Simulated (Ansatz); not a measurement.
# A series in volume scale on Ir

Results calculated with Ansatz 0.2.0, not measured. Periodic Kohn-Sham DFT of a crystal at fixed atoms, scaled to volume_scale times the given cell; pressure positive in compression, energy less spherical unpolarised free atoms, largest_vzz the field gradient of largest size among the nuclei.

The cell before it is scaled or strained (space group Fm-3m, No. 225):
```
Ir
1.0
      0.0000     1.9197     1.9197
      1.9197     0.0000     1.9197
      1.9197     1.9197     0.0000
Ir
1
Direct
  0.00000 0.00000 0.00000
```

Settings of every row: method all-electron LAPW; functional PBEsol; relativity scalar; k mesh 18x18x18; filling fermi-dirac; smearing width 0.05 eV; basis error target 0.5 meV/atom; nucleus gaussian.

Atom start moment: 0 on all atoms.

Limits: no spin-orbit coupling on heavy atoms.

| row | volume scale | V (Å³/atom) | pressure (GPa) | energy less free atoms (eV/atom) |
| --- | --- | --- | --- | --- |
| 1 | 0.94 | 13.3 | 24.231 | -10.1408 |
| 2 | 0.96 | 13.583 | 14.141 | -10.1745 |
| 3 | 0.98 | 13.866 | 5.198 | -10.1914 |
| 4 | 0.99 | 14.008 | 1.116 | -10.1941 |
| 5 | 1 | 14.149 | ? | ? |
| 6 | 1.01 | 14.291 | -6.34 | -10.1894 |
| 7 | 1.02 | 14.432 | -9.74 | -10.1823 |
| 8 | 1.04 | 14.715 | -15.945 | -10.1595 |
| 9 | 1.06 | 14.998 | -21.427 | -10.1264 |

Question: what pressure and energy less free atoms should row 5 give?

Worked fit of pressure. Take u = (V_r/V)^(2/3) − 1 with V_r = 14.149 Å³ an atom, which is twice the finite (Eulerian) strain; such expansions in the strain, on which the Birch-Murnaghan equation of state is built, carry the rest volume and the bulk modulus. The shown rows have u = 0.04212, 0.02759, 0.01356, 0.0067, -0.00664, -0.01312, -0.02581, -0.0381. Least squares give pressure = −2.7173 + 558.782 × u + 1845.65 × u² + 1831 × u³ GPa; a parabola predicts inner rows, each left out in turn, worse (root mean square 0.031 against 0.0077 GPa). The rows lie off it by 0.001, -0.002, -0.006, 0.006, 0.007, -0.005, -0.004, 0.002 (root mean square 0.0046 GPa). The pressure vanishes at u = 0.0048, or V = 14.05 Å³ an atom, and there the bulk modulus at fixed shape and fractions is B = −V dP/dV = (2/3)(1 + u) dP/du = 386 GPa. The withheld row has u = 0, so the fit gives −2.7173 + 558.782 × (0) + 1845.65 × (0)² + 1831 × (0)³ = -2.717 GPa.

The calculation gave -2.725 GPa. The fit lies 0.008 GPa (0.018 % of the column's range) above it; its largest miss of a shown row is 0.007 GPa.

Worked fit of energy less free atoms. Take u = (V_r/V)^(2/3) − 1 with V_r = 14.149 Å³ an atom, which is twice the finite (Eulerian) strain; such expansions in the strain, on which the Birch-Murnaghan equation of state is built, carry the rest volume and the bulk modulus. The shown rows have u = 0.04212, 0.02759, 0.01356, 0.0067, -0.00664, -0.01312, -0.02581, -0.0381. Least squares give energy less free atoms = −10.19342 − 0.3606 × u + 37.423 × u² + 18.9 × u³ eV/atom; a parabola predicts inner rows, each left out in turn, worse (root mean square 0.00031 against 3.6e-05 eV/atom). The rows lie off it by 0.0000, 0.0000, 0.0000, 0.0001, 0.0000, 0.0000, 0.0000, 0.0000. Its lowest point lies at u = 0.0048, or V = 14.05 Å³ an atom, and the curvature there gives the bulk modulus at fixed shape and fractions, B = (4/9)(1 + u)² E″(u)/V = 386 GPa. The withheld row has u = 0, so the fit gives −10.19342 − 0.3606 × (0) + 37.423 × (0)² + 18.9 × (0)³ = -10.1934 eV/atom.

The calculation gave -10.1934 eV/atom. The fit meets it to the printed digit.
